\section*{Statement}

Units are $\hbar=c=1$, the metric is $(+,-,-,-)$, $e^2=4\pi\alpha$, and $K^2=-k^2>0$ is a Euclidean photon momentum. There are $N$ species of unit-charge Dirac fermions and
\begin{equation}
b=\frac{N}{3\pi}.
\end{equation}
A series $S=\sum_n r_n\alpha^{n+1}$ has the Borel transform $\mathcal B(t)=\sum_n r_nt^n/n!$, and its Borel integral is $\int_0^\infty dt\,e^{-t/\alpha}\mathcal B(t)$.

\textbf{A. Ultraviolet chain.} Let a skeleton diagram with one internal photon have the weight $C\alpha\,Q^{2p}\,dK^2/K^{2p+2}$ at $K\gg Q$, with $p>0$, and let each vacuum-polarisation bubble supply the factor $b\alpha\ln(K^2/Q^2)$. The term with $n$ bubbles is
\begin{equation}
T_n=C\alpha\,\frac{n!\,(b\alpha)^n}{p^{\,n+1}},
\label{eq:Tn}
\end{equation}
of fixed sign. The Borel transform has a pole on the positive axis at $t=p/b$, the smallest term lies at $n_*\simeq p/(b\alpha)$, and the sum is undetermined by $\pm i\pi(C/b)(Q^2/\Lambda^2)^p$, where $\Lambda^2=Q^2e^{1/(b\alpha)}$ is the one-loop Landau scale. The weight $dK^2/K^4$ is the case $p=1$: terms $n!(b\alpha)^n$, pole at $t=1/b$, $n_*\simeq3\pi/(N\alpha)$, ambiguity of order $Q^2/\Lambda^2$.

\textbf{B. Infrared chain.} A weight $C'\alpha\,K^{2p-2}dK^2/Q^{2p}$ at $K\ll Q$ with massless bubbles gives $C'\alpha\,n!(-b\alpha)^n/p^{\,n+1}$. The Adler function has $p=2$, hence alternating terms $n!(-b\alpha/2)^n$ and a pole at $t=-2/b$, which does not obstruct the Borel integral.

\textbf{C. Electron anomaly.} For the chain of bubbles of mass $m$ in the one-loop vertex of a lepton of the same mass (Lautrup, 1977), the weight $dK^2/K^4$ is absent and $p=2$. With $\alpha$ the on-shell coupling,
\begin{equation}
a_n=\frac{\alpha}{\pi}\,c_n(b\alpha)^n,\qquad
c_n=\frac{e^{-10/3}}{2}\,\frac{n!}{2^n}\left[1+8e^{-5/3}\left(\tfrac23\right)^n+O\!\left((2/R)^n\right)\right]
\label{eq:cn}
\end{equation}
for any $R<4$. The leading pole is at $t=2/b$, the smallest term at $n_*\simeq6\pi/(N\alpha)$, and the ambiguity is
\begin{equation}
\operatorname{Im}a=\pm\frac1b\left(\frac{m^2}{\Lambda^2}\right)^2,\qquad \Lambda^2=m^2\exp\left(\frac53+\frac1{b\alpha}\right).
\label{eq:amb}
\end{equation}

\section*{Premises}

(i) The Feynman rules of QED: vertex $-ie\gamma^\mu$, fermion propagator $i(\gamma\cdot p+m)/(p^2-m^2)$, photon propagator $-ig_{\mu\nu}/k^2$.

(ii) The one-loop polarisation, subtracted at $k^2=0$,
\begin{equation}
\hat\Pi(K^2)=b\alpha P(\tau),\qquad P(\tau)=6\int_0^1dz\,z(1-z)\ln\left[1+z(1-z)\tau\right],\qquad \tau=\frac{K^2}{m^2}.
\label{eq:P}
\end{equation}
A photon line with $n$ insertions is $-ig_{\mu\nu}\hat\Pi^n/k^2$ plus terms in $k_\mu k_\nu$, so the geometric sum replaces $\alpha$ by $\alpha/(1-\hat\Pi)$. Since $P>0$ for $\tau>0$, the effective charge grows with $K$.

(iii) Only the chain is kept. It gives the terms $\alpha(N\alpha)^n$, the highest power of $N$ at each order, and is therefore the leading part for $N\to\infty$ at fixed $N\alpha$. For $N=1$ it is a gauge-invariant subset of diagrams without a small parameter to select it.

\section*{Proof of A}

Set $\ell=\ln(K^2/Q^2)$, so that $Q^{2p}dK^2/K^{2p+2}=e^{-p\ell}d\ell$. Then
\begin{equation}
T_n=C\alpha(b\alpha)^n\int_0^\infty d\ell\,e^{-p\ell}\ell^n ,
\end{equation}
and Euler's integral $n!/p^{\,n+1}$ gives \eqref{eq:Tn}. The integrand peaks at $\ell=n/p$ with width $\sqrt n/p$, so order $n$ probes $K^2\simeq Q^2e^{n/p}$. A change of the weight on a finite interval $|\ell|<\ell_0$ alters the integral by at most a constant times $\ell_0^n$, which is negligible against $n!$. Only the asymptotic weight matters. An extra factor $\ell^j$ in the weight turns $n!/p^{\,n+1}$ into $(n+j)!/p^{\,n+j+1}$ and raises the order of the pole to $j+1$.

With $r_n=C\,n!\,b^n/p^{\,n+1}$ the Borel transform is a geometric series,
\begin{equation}
\mathcal B(t)=\frac{C}{p}\sum_n\left(\frac{bt}{p}\right)^n=\frac{C}{p-bt}.
\end{equation}
The pole lies on the path of integration. Passing above or below it, $1/(p-bt\mp i0)$ equals the principal value $\pm i\pi\delta(p-bt)$, and
\begin{equation}
\operatorname{Im}S=\pm\frac{\pi C}{b}\,e^{-p/(b\alpha)}=\pm\frac{\pi C}{b}\left(\frac{Q^2}{\Lambda^2}\right)^p .
\label{eq:ImS}
\end{equation}
The same singularity appears if the chain is summed under the momentum integral. The substitution $\ell=t/(p\alpha)$ gives
\begin{equation}
C\alpha\int_0^\infty\frac{d\ell\,e^{-p\ell}}{1-b\alpha\ell}=C\int_0^\infty\frac{dt\,e^{-t/\alpha}}{p-bt},
\end{equation}
so the Borel pole is the image of the Landau pole at $\ell=1/(b\alpha)$, that is $K=\Lambda$.

Successive terms obey $T_n/T_{n-1}=nb\alpha/p$. They fall while $n<n_*=p/(b\alpha)$ and rise afterwards. At $n_*$ the peak $\ell=n/p$ has reached $1/(b\alpha)$. Stirling's formula $n!\simeq\sqrt{2\pi n}\,(n/e)^n$ gives
\begin{equation}
T_{\min}\simeq\frac{C\alpha}{p}\sqrt{2\pi n_*}\,e^{-n_*},\qquad
\frac{|\operatorname{Im}S|}{T_{\min}}\simeq\frac{\pi n_*}{\sqrt{2\pi n_*}}=\sqrt{\frac{\pi n_*}{2}} .
\label{eq:Tmin}
\end{equation}
The factor $\sqrt{n_*}$ counts the terms near the minimum that have nearly the same size and between which no truncation point is preferred.

\section*{Proof of B}

For $K<Q$ set $\ell=\ln(Q^2/K^2)>0$. The weight becomes $e^{-p\ell}d\ell$ and each bubble gives $-b\alpha\ell$, so the term is $C'\alpha\,n!(-b\alpha)^n/p^{\,n+1}$ and $\mathcal B(t)=C'/(p+bt)$. The pole at $t=-p/b$ limits the radius of convergence of $\mathcal B$, but the integral over $t>0$ is unique. The sign reflects the decrease of the effective charge at small $K$.

The Adler function is $Q^2\,d\hat\Pi/dQ^2$ for massless fermions. Its first correction has one photon inside the fermion loop, and $\alpha$ is taken as the effective charge at $Q^2$, for which a massless bubble is exactly $b\alpha\ln(K^2/Q^2)$. The value of $p$ follows from the operator product expansion, taken here as a premise. For $K\ll Q$ the product of the two external currents is expanded in local gauge-invariant operators, whose matrix elements between the two ends of the soft photon line are integrated over the directions of $k$. The average leaves only Lorentz scalars. No gauge-invariant scalar of dimension two exists. The operator $\bar\psi\psi$ is excluded by chirality, and $\bar\psi\,i\gamma\cdot D\psi$ vanishes by the equation of motion. The first contribution is $F_{\mu\nu}F^{\mu\nu}/Q^4$, whose two-photon matrix element is proportional to $K^2$. The measure gives $K^2dK^2$ and the propagator $1/K^2$, so the weight is proportional to $K^2dK^2/Q^4$ and $p=2$. A logarithm of $K^2$ at this order would need a fermion operator of dimension four closed into a soft loop, and none survives, so the pole at $t=-2/b$ is simple. The constant $C'$ is not needed here. An ultraviolet contribution with $p=1$, which dimension counting allows, outgrows this infrared series by $2^n$.

\section*{Proof of C}

\textbf{Step 1: massive photon.} Let the photon propagator be $-ig_{\mu\nu}/(k^2-s)$. The vertex factors $(-ie)^2$, the two fermion factors $i^2$ and the photon factor $-i$ multiply to $-ie^2$. Between $\bar u(p')$ and $u(p)$, with $q=p'-p$,
\begin{equation}
\delta\Gamma^\mu=-ie^2\int\frac{d^4k}{(2\pi)^4}\,
\frac{\gamma^\nu\left[\gamma\cdot(p'-k)+m\right]\gamma^\mu\left[\gamma\cdot(p-k)+m\right]\gamma_\nu}
{(k^2-s)(k^2-2p'\cdot k)(k^2-2p\cdot k)} .
\end{equation}
Terms in $k_\nu k_\rho$ cancel both fermion propagators on shell and leave a multiple of $\gamma^\mu$, so they do not affect the magnetic form factor. Assign Feynman parameters $w_1,w_2$ to the fermion lines, $1-x$ to the photon with $x=w_1+w_2$, and shift $k=l+w_1p'+w_2p$. The denominator becomes $(l^2-\Delta)^3$ with a factor 2, and at $q^2=0$
\begin{equation}
\Delta=x^2m^2+(1-x)s .
\end{equation}
Terms odd in $l$ vanish, and the term quadratic in $l$ is proportional to $\gamma^\mu$. The rest has $A=(1-w_1)p'-w_2p$ and $B=(1-w_2)p-w_1p'$ in place of $p'-k$ and $p-k$. The contraction identities in four dimensions give
\begin{equation}
-2\,(\gamma\cdot B)\gamma^\mu(\gamma\cdot A)+4m(A+B)^\mu-2m^2\gamma^\mu .
\end{equation}
Up to multiples of $\gamma^\mu$, the Dirac equation on the outer spinors yields $(\gamma\cdot p)\gamma^\mu(\gamma\cdot p')\to2m(p+p')^\mu$, $(\gamma\cdot p)\gamma^\mu\to2p^\mu$ and $\gamma^\mu(\gamma\cdot p')\to2p'^\mu$. The measure and $\Delta$ are symmetric in $w_1\leftrightarrow w_2$, so only the symmetric part counts. The coefficient of $(p+p')^\mu$ is
\begin{equation}
-4m(1-w_1)(1-w_2)+2m\left[w_1(1-w_1)+w_2(1-w_2)\right]+4m(1-x)=2m\,x(1-x).
\end{equation}
Wick rotation gives $2\int d^4l\,(2\pi)^{-4}(l^2-\Delta)^{-3}=-i/(16\pi^2\Delta)$, and $\int dw_1dw_2=\int_0^1x\,dx$. The coefficient of $(p+p')^\mu$ in $\delta\Gamma^\mu$ is thus $-(e^2/16\pi^2)\int_0^1dx\,2m\,x^2(1-x)/\Delta$. With $\Gamma^\mu=\gamma^\mu F_1+i\sigma^{\mu\nu}q_\nu F_2/2m$ and the Gordon identity $(p+p')^\mu=2m\gamma^\mu-i\sigma^{\mu\nu}q_\nu$, the form factor $F_2$ is $-2m$ times this coefficient. The anomaly $a=F_2(0)$ is
\begin{equation}
a(s)=\frac{\alpha}{\pi}\int_0^1dx\,\frac{x^2(1-x)}{x^2+(1-x)s/m^2}
=\frac{\alpha}{\pi}\int_0^1dx\,(1-x)\frac{K_x^2}{K_x^2+s},\qquad K_x^2=\frac{m^2x^2}{1-x}.
\label{eq:as}
\end{equation}
At $s=0$ this is the Schwinger term $\alpha/2\pi$.

\textbf{Step 2: dressed photon.} For $n\ge1$ the function $\hat\Pi^n/K^2$ is analytic in the $K^2$ plane cut along $K^2\le-4m^2$. It has no pole at $K^2=0$ because $\hat\Pi(0)=0$, it is finite at the branch point, and it falls as $\ln^nK^2/K^2$. Cauchy's theorem therefore gives an unsubtracted representation,
\begin{equation}
\frac{\hat\Pi^n(K^2)}{K^2}=\int_{4m^2}^\infty ds\,\frac{\sigma_n(s)}{s+K^2},\qquad \sigma_n(s)=\frac{\operatorname{Im}\hat\Pi^n(-s+i0)}{\pi s}.
\end{equation}
The line with $n$ bubbles is a superposition of massive photons, so $a_n=\int ds\,\sigma_n(s)a(s)$. Inserting the second form of \eqref{eq:as} rebuilds $\hat\Pi^n$ at the point $K_x^2$:
\begin{equation}
a_n=\frac{\alpha}{\pi}\int_0^1dx\,(1-x)\,\hat\Pi^n(K_x^2),\qquad c_n=\int_0^1dx\,(1-x)P^n>0 .
\label{eq:master}
\end{equation}

\textbf{Step 3: the weight.} With $\tau=x^2/(1-x)$ one has $d\tau/dx=x(2-x)/(1-x)^2$, hence
\begin{equation}
(1-x)\,dx=\frac{x^5}{2-x}\,\frac{d\tau}{\tau^3}\;\longrightarrow\;\frac{m^4\,dK^2}{K^6}\qquad(K\gg m,\ x\to1).
\end{equation}
This is $p=2$. In the form of statement A, the bubble is $b\alpha\ln(K^2/Q^2)$ with $Q^2=m^2e^{5/3}$ (Step 4), so $m^4=e^{-10/3}Q^4$ and $C=e^{-10/3}/\pi$. The result does not conflict with the heavy-photon limit $a(s)\to(\alpha/\pi)\,m^2/(3s)$. That term is the moment $\int_0^1dx\,(1-x)K_x^2/s=(m^2/s)\int_0^1x^2dx$, which converges and comes from $K\sim m$, where no logarithm is large. The next moment, $\int dx\,x^4/(1-x)$, diverges logarithmically at large $K$, and this is where the weight $dK^2/K^6$ first shows.

\textbf{Step 4: closed form of $P$.} Put $y=1-x$ and $L=-\ln y$. The argument of the logarithm in \eqref{eq:P} factorises,
\begin{equation}
1+z(1-z)\frac{x^2}{y}=\frac{(y+zx)(1-zx)}{y},
\end{equation}
and the two factors are exchanged by $z\to1-z$. Hence $P=L+12\int_0^1dz\,z(1-z)\ln(1-zx)$. The substitution $w=1-zx$ leaves integrals of $w^j\ln w$ with $j=0,1,2$, and
\begin{equation}
P=L-\frac53+\delta,\qquad \delta=\frac{4y}{(1-y)^2}-\frac{2y^2(3-y)}{(1-y)^3}\,L=4y+(8-6L)y^2+\dots
\label{eq:Pclosed}
\end{equation}
For $x\to0$ the poles cancel and $P\to x^2/5$. The bubble switches off below its threshold, so this chain has no infrared logarithms. For $n=1$ the integral \eqref{eq:master} reduces to rational terms and $6\int_0^1dx\,\ln(1-x)/x=-\pi^2$, with the result $c_1=119/12-\pi^2$.

\textbf{Step 5: Borel transform.} With $u=bt$,
\begin{equation}
B(u)=\sum_n\frac{c_nu^n}{n!}=\int_0^1dy\,y\,e^{uP},\qquad \mathcal B(t)=\frac1\pi B(bt).
\end{equation}
Split the integral at $y_0=1/2$. On $y>y_0$ the function $P$ is bounded and the integral is entire in $u$. On $y<y_0$, for $u$ in a bounded region, \eqref{eq:Pclosed} gives $e^{uP}=e^{-5u/3}y^{-u}\left[1+4uy+\rho\right]$ with $|\rho|\le\mathrm{const}\times y^2(1+L)$. The term with $\rho$ converges uniformly for $\operatorname{Re}u<4$, and the other two integrate to $y_0^{2-u}/(2-u)$ and $4u\,y_0^{3-u}/(3-u)$. Evaluating the numerators at the poles,
\begin{equation}
B(u)=\frac{e^{-10/3}}{2-u}+\frac{12\,e^{-5}}{3-u}+H(u),
\label{eq:Bpoles}
\end{equation}
with $H$ analytic for $\operatorname{Re}u<4$. Cauchy's estimate on the circle $|u|=R<4$ bounds the Taylor coefficients of $H$ by a constant times $R^{-n}$. Therefore $c_n/n!=e^{-10/3}/2^{n+1}+12e^{-5}/3^{n+1}+O(R^{-n})$. The ratio of the second term to the first is $8e^{-5/3}(2/3)^n$, which proves \eqref{eq:cn}.

\textbf{Step 6: ambiguity.} The leading pole gives $\mathcal B=(e^{-10/3}/\pi)/(2-bt)$, and \eqref{eq:ImS} with $p=2$ yields $\pm b^{-1}\exp[-10/3-2/(b\alpha)]$, which is \eqref{eq:amb}. The pole at $u=3$ adds a relative correction of order $m^2/\Lambda^2$. The summed chain confirms the result: $(\alpha/\pi)\int_0^\infty dL\,e^{-2L}/(1-b\alpha P)$ has a pole where $P=1/(b\alpha)$, at $e^{-L}\simeq m^2/\Lambda^2$, with imaginary part $\pm e^{-2L}/(b\,dP/dL)$ and $dP/dL\to1$. The anomaly is real, so this term is not a physical width. It measures how far the chain depends on a rule for momenta near $\Lambda$ that the perturbative series does not contain.

\textbf{Both types of pole in one formula.} For massless bubbles on a lepton of mass $M$, with $\alpha$ the effective charge at $K^2=M^2$, the function $P$ in \eqref{eq:master} is replaced by $\ln[x^2/(1-x)]$. Steps 1 and 2 carry over as the limit of small loop mass, and
\begin{equation}
B(u)=\int_0^1dx\,x^{2u}(1-x)^{1-u}=\frac{\Gamma(1+2u)\,\Gamma(2-u)}{\Gamma(3+u)} .
\end{equation}
The ultraviolet poles start at $u=2$, and $u=1$ is again regular. The nearest pole is now infrared, $B\simeq1/(1+2u)$, and gives alternating terms $n!(-2b\alpha)^n$, the case $p=1/2$ of statement B.

\section*{Range of validity}

Equations \eqref{eq:cn} and \eqref{eq:amb} are statements about the chain of one-loop bubbles of equal mass. Four limits apply.

\emph{Order.} The leading term of \eqref{eq:cn} is accurate once $8e^{-5/3}(2/3)^n=1.511\,(2/3)^n$ is small. At low orders the threshold region matters and \eqref{eq:master} must be integrated as it stands.

\emph{Corrections inside the bubbles.} These are suppressed by $1/N$ only. Take as input the two-loop running $d\alpha/d\ln K^2=b\alpha^2+b_1\alpha^3$ with $b_1=N/4\pi^2$. Partial fractions give the logarithmic distance to infinite coupling,
\begin{equation}
\int_\alpha^\infty\frac{d\alpha'}{b\alpha'^2+b_1\alpha'^3}=\frac1{b\alpha}-\frac{b_1}{b^2}\ln\left(1+\frac{b}{b_1\alpha}\right),\qquad\frac{b_1}{b^2}=\frac{9}{4N}.
\label{eq:twoloop}
\end{equation}
The factor $\Lambda^{-4}$ is multiplied by $[1+b/(b_1\alpha)]^{9/(2N)}$. For small $\alpha$ this is a power of $\alpha$, which leaves the exponential $e^{-2/(b\alpha)}$, and with it the position of the singularity, unchanged, but alters its nature and the prefactor.

\emph{Other skeletons.} The absence of $p=1$ has been shown for the one-loop vertex only. An anomaly of order $m^2/\Lambda^2$ is allowed by dimension counting, and the derivation does not exclude it for skeletons of higher order in $1/N$.

\emph{Particle content.} Order $n$ probes $K\simeq m\exp(5/6+n/4)$. The value of $N$ is meaningful only while the relevant $K$ lies below the next threshold. In the infrared case the logarithm is cut off at the loop mass, so the alternating growth of the Adler function lasts only up to $n\sim2\ln(Q^2/m^2)$.

\section*{Numerical illustration: electron bubbles in the electron anomaly}

The inputs are $N=1$ and the approximate values $\alpha=1/137.036$ and $m=5.11\times10^5$ eV, a reduced Compton wavelength of $3.86\times10^{-4}$ nm. The coefficients $c_n$ follow from quadrature of \eqref{eq:master} with \eqref{eq:Pclosed}. They are listed with the leading form $c_n^{(0)}=e^{-10/3}n!/2^{n+1}$, where $e^{-10/3}=0.03567$, and with the two-pole factor $f_n=1+8e^{-5/3}(2/3)^n$.

\begin{center}
\begin{tabular}{rllll}
$n$ & $c_n$ & $c_n^{(0)}$ & $c_n/c_n^{(0)}$ & $f_n$\\
\hline
1 & 0.0471 & 0.00892 & 5.28 & 2.01\\
2 & 0.0230 & 0.00892 & 2.58 & 1.67\\
3 & 0.0237 & 0.0134 & 1.77 & 1.45\\
4 & 0.0381 & 0.0268 & 1.43 & 1.30\\
10 & 64.9 & 63.2 & 1.03 & 1.03\\
20 & $4.140\times10^{10}$ & $4.139\times10^{10}$ & 1.00045 & 1.00045
\end{tabular}
\end{center}

The factorial law holds to a few per cent at $n=10$, and the pole at $u=3$ accounts for the remainder at $n=20$ to the figures shown. The first terms are $a_0=\alpha/2\pi=1.161\times10^{-3}$ and $a_1=(c_1/3)(\alpha/\pi)^2=0.0157\,(\alpha/\pi)^2=8.46\times10^{-8}$.

The terms decrease until $n_*=6\pi/\alpha=2583.07$, twice the value $3\pi/\alpha=1291.5$ that a weight $dK^2/K^4$ would give. The smallest term has 2583 bubbles and equals $8.1\times10^{-1125}$. The Landau scale of \eqref{eq:amb} is $\Lambda=3.3\times10^{286}$ eV, and
\begin{equation}
|\operatorname{Im}a|=3\pi\left(\frac{m}{\Lambda}\right)^4=5.2\times10^{-1123},
\end{equation}
larger than the smallest term by $\sqrt{\pi n_*/2}=63.7$, as \eqref{eq:Tmin} requires.

These numbers belong to the chain model and not to the physical electron, and the neglected effects exceed the prefactor by far. In \eqref{eq:twoloop}, $1+4\pi/(3\alpha)=575$, and the power $9/2$ raises the ambiguity by a factor $10^{12.4}$. A term of order $m^2/\Lambda^2$ from another skeleton would be $10^{-561.6}$. The logarithm of a muon bubble, with a mass of approximately $M=1.06\times10^8$ eV, overcomes its constant $5/3$ at $n\simeq4\ln(M/m)=21$. The probed momentum passes the electroweak scale of about $10^{11}$ eV at $n\simeq45$ and the Planck energy of about $1.2\times10^{28}$ eV at $n\simeq203$, far below $n_*$. Three leptons and six quark flavours in three colours give $N=3+3(3\cdot\frac49+3\cdot\frac19)=8$. Counting all of them as if they had the electron mass overstates the running, and moves $n_*$ to 323 and the ambiguity to $10^{-141.6}$. The single-species model thus understates the ambiguity of QED with the known charged fermions by up to several hundred to a thousand orders of magnitude, and in every variant the effect is unobservable. The chain is also no guide to low orders: the complete coefficient of $(\alpha/\pi)^2$ is typically quoted as about $-0.33$, opposite in sign to the one-bubble value $0.0157$ and roughly twenty times larger.